Rigid scan of the In–O–H bend in gas-phase HO–In–Cl (doublet), computed with Ansatz 0.2.0 from the PBE0-D4/def2-TZVP minimum at 109.86°, where each level has its zero. All columns use unrestricted orbitals and def2-TZVPP, with the def2 core potential on In; MP2 and CCSD(T) freeze the remaining cores but correlate In 4d.

```
bend (°)  CCSD(T) (eV)  B3LYP-D4 (eV)  HF (eV)  MP2 (eV)  MP2 less CCSD(T) (eV)
    91.9        0.1168         0.1327   0.2066    0.1155                -0.0013
    96.4        0.0621         0.0735   0.1268    0.0610                -0.0011
   100.9        0.0259         0.0330   0.0672    0.0250                -0.0009
   105.4        0.0058         0.0091   0.0256    0.0054                -0.0004
   109.9        0.0000         0.0000  -0.0002    0.0000                 0.0000
   114.4        0.0068         0.0040  -0.0120    0.0072                 0.0004
   118.9        0.0247         0.0194  -0.0117    0.0254                 0.0007
   123.4        0.0519         0.0444  -0.0012    0.0528                 0.0009
   127.9        0.0868         0.0773   0.0180    0.0877                 0.0009
```

## Is any row out of line?

The HF column looks irregular. Its energies are negative from 109.9° to 123.4°, as if these structures were more stable than the minimum. Each level's zero, however, is its energy at the PBE0-D4 minimum structure, and HF puts its own minimum elsewhere.

Repeated differences between neighbouring rows make a fairer test, because they largely remove a smooth curve and leave a single stray row standing out. At all four levels the fourth differences stay within 0.6 meV, while rounding alone can produce 0.8 meV. No row therefore breaks the pattern. A single row displaced by about 0.3 meV would have shown among the five inner rows, but a row at either end would have to be displaced by about 1.6 meV to be surely seen.

## Why the well is lopsided

The smooth curve is not a parabola. At the CCSD(T) level, closing the angle by 18° from 109.9° costs 0.1168 eV, and opening it by the same amount costs 0.0868 eV. These are costs of a rigid motion; relaxing the other coordinates would lower them.

Standard bonding theory offers an explanation of the shape, which these energies do not test in detail. In the bent molecule, oxygen keeps much of its low-lying 2s orbital in a lone pair in the molecular plane. Opening the angle takes 2s character out of this lone pair, until only a p orbital is left when the three atoms lie in line, and this costs energy. Near the linear arrangement the curve has to flatten into a barrier, beyond which hydrogen comes down on the other side. The curvature must therefore fall on the way. Closing the angle instead pushes hydrogen towards indium, and the repulsion grows ever faster.

The table agrees: the curvature falls steadily with angle, by a factor of 2.4 across the CCSD(T) scan. HF shows nearly the same fall, so the lopsided shape does not depend on electron correlation.

## What correlation changes

Correlation adds a slope. HF less CCSD(T) runs downhill at every step, from +0.0898 eV at 91.9° to −0.0688 eV at 127.9°. HF thus makes closed angles too costly and open ones too cheap. By definition, this difference is the correlation energy with its sign reversed, counted from the minimum. Between the minimum and 91.9°, correlation becomes stronger by about 0.09 eV, and most of that change is already present in CCSD without the triples.

A likely reason is that HF tends to make polar bonds too polar. In an ionic picture, positive indium and positive hydrogen repel each other across the oxygen, which favours a wide angle. In a covalent picture, oxygen binds mainly through p orbitals, which favours a narrower one. Correlation shifts the balance towards the covalent side. This argument fits the sign of the slope, but the energies do not test it separately.

## A slope moves a minimum

Let $\theta$ be the bend, $k$ the curvature of the CCSD(T) well at its minimum $\theta_0$, and $g$ the slope of HF less CCSD(T) there. Then, apart from a constant,

$$E_{\mathrm{HF}}(\theta)\approx \tfrac12 k(\theta-\theta_0)^2+g(\theta-\theta_0),$$

and the HF minimum is displaced by $-g/k$. No constant is fitted; both come from the three rows around 109.9°:

$$g=\frac{-0.0188-0.0198}{9.0}=-0.0043\ \text{eV/degree},$$

$$k=\frac{0.0058+0.0068}{4.5^2}=0.00062\ \text{eV/degree}^2.$$

The estimated shift is 6.9°, and interpolation of the two curves gives 6.8°. The agreement is partly luck. The slope weakens as the angle opens, which shortens the shift, but the well also softens, which lengthens it. Since HF energies enter $g$, the estimate does not predict the HF error. It shows that a gentle slope is enough to explain the negative energies. The printed output after this text gives the differences and the interpolated minima.

## A large error that hardly bends the curve

MP2 stays within 0.0013 eV of CCSD(T) in every row, yet it recovers clearly less correlation. In the two structures compared, the minimum and 91.9°, it misses about 0.99 eV each time, roughly a twentieth of the CCSD(T) correlation energy. A deficit that is nearly the same at both angles cancels when energies are counted from the minimum. What distorts a bending curve is the change of an error with angle, not its size.

## Where a break would be expected

Bending at oxygen breaks no bond, and the smooth curves are consistent with a single electronic state throughout. A break would be expected if one of these conditions failed. The molecule is planar and stays so during the bend, so exact states of different mirror symmetry can cross without mixing when spin-orbit coupling is left out, as it is here. With that coupling, which is not negligible for indium, such a crossing could be rounded off. If the lowest state changed at such a crossing, its energy would show a kink. Stretching O–H or In–O far enough would instead undermine the single-reference methods themselves.

Hydroxyl groups on indium also occur at the surfaces of indium oxide transistor channels. This small radical does not supply their angles, but the same check applies to their bending curves: locate each method's own minimum and take differences between neighbouring rows before calling a negative energy or a change of sign a break.

Numerical output:

```
HF and B3LYP-D4 against CCSD(T):
    row  HF less CCSD(T) in meV  B3LYP-D4 less CCSD(T) in meV  HF tilt over the step ending here in meV per degree
   91.9                    89.8                          15.9                                                  n/a
   96.4                    64.7                          11.4                                               -5.578
  100.9                    41.3                           7.1                                                 -5.2
  105.4                    19.8                           3.3                                               -4.778
  109.9                    -0.2                             0                                               -4.444
  114.4                   -18.8                          -2.8                                               -4.133
  118.9                   -36.4                          -5.3                                               -3.911
  123.4                   -53.1                          -7.5                                               -3.711
  127.9                   -68.8                          -9.5                                               -3.489
Second differences over three rows ending here in meV:
    row  CCSD(T)    HF   MP2  B3LYP-D4
  100.9     18.5  20.2  18.5      18.7
  105.4     16.1    18  16.4      16.6
  109.9     14.3  15.8  14.2      14.8
  114.4     12.6    14  12.6      13.1
  118.9     11.1  12.1    11      11.4
  123.4      9.3  10.2   9.2       9.6
  127.9      7.7   8.7   7.5       7.9
Largest fourth difference of CCSD(T) in meV: 0.6
Largest fourth difference of HF in meV: 0.4
Largest fourth difference of MP2 in meV: 0.6
Largest fourth difference of B3LYP-D4 in meV: 0.3
Largest fourth difference that rounding alone can give in meV: 0.8
Jump of one of the five inner rows that would surely show in meV: 0.2667
Jump of an end row that would surely show in meV: 1.6
Interpolated minimum of CCSD(T) in degrees: 109.7
Interpolated minimum of HF in degrees: 116.5
Interpolated minimum of B3LYP-D4 in degrees: 110.8
Shift of the HF minimum from CCSD(T) in degrees: 6.817
Shift estimated from tilt over CCSD(T) curvature in degrees: 6.893
CCSD(T) energy at the closed end over that at the open end: 1.346
Largest over smallest second difference of CCSD(T): 2.403
Change of CCSD correlation from minimum to 91.9 degrees in eV: -0.07612
Change of triples from minimum to 91.9 degrees in eV: -0.01361
Correlation missed by MP2 at the minimum in eV: 0.9922
Correlation missed by MP2 at 91.9 degrees in eV: 0.9908
```
